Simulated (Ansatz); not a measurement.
# Redistribution: SiH3(CH3) + SiH2(NH2)(SiH3) → SiH3(SiH3) + SiH2(CH3)(NH2)

Species: SiH3(CH3), singlet; SiH2(NH2)(SiH3), singlet; SiH3(SiH3) (disilane), singlet; SiH2(CH3)(NH2), singlet. The partners trade CH3 for SiH3; both sit on Si, so the bond types are kept.

Shapes, held fixed at every level: PBE0-D4/def2-TZVP. Flexible molecules stand in one conformer, not always the lowest. Programs: Ansatz 0.2.0. Electronic energies: no zero-point or thermal term.

```csv
level,kind,ΔE (kJ/mol),less CCSD(T)/CBS estimate,CPU time (sum over the molecules)
BHLYP-D4/def2-TZVPP,global hybrid,-8.9,+1.0,25 s
PBE0-D4/def2-TZVPP,global hybrid,-9.1,+0.8,26 s
wB97M-V/def2-TZVPP,range-separated hybrid,-9.6,+0.3,77 s
B2PLYP/def2-TZVPP,double hybrid,-9.3,+0.6,41 s
MP2/def2-SVP,perturbation theory,-7.9,+2.0,–
CCSD(T)/def2-TZVPP,coupled cluster or CI,-9.7,+0.2,2.4 min
CCSD/def2-TZVPP,coupled cluster or CI,-9.7,+0.2,–
CCSD(T)/CBS estimate,coupled cluster or CI,-9.9,0.0,4.1 min
```

The highest level, CCSD(T)/CBS estimate, gives ΔE = -9.9 kJ/mol; the levels span -9.9 to -7.9. The column of differences is taken from that level and isn't an error. No measured value is set beside it here. The CBS estimate extrapolates MP2 from def2-TZVPP and def2-QZVPP and adds CCSD(T) − MP2 in the triple-zeta set, cores frozen. Times are processor times on shared x86 and Arm servers, and rough.

Every level favours the products: an amino-bearing silicon prefers methyl to silyl as its other substituent, by -9.9 kJ/mol at the highest level. Since the bond types are conserved, this energy reflects how the substituents on one silicon influence each other rather than a difference between standard Si–C and Si–Si bond strengths. The likely reason is polarity. Electronegative nitrogen makes its silicon more positive, which strengthens the polar bond to a negatively charged methyl carbon but does little for a bond to another electropositive silicon. Donation from the nitrogen lone pair into neighbouring σ* orbitals probably contributes as well, though the energies alone can't separate the two effects.

Conservation of bond types also lets most correlation errors cancel. CCSD and CCSD(T) both give -9.7 in the same basis, so connected triples hardly matter. MP2/def2-SVP gives the weakest preference, probably in large part because its small basis describes the polarisation around silicon and nitrogen less evenly. The exothermicity says nothing about how readily the groups would exchange, as no barrier was computed.
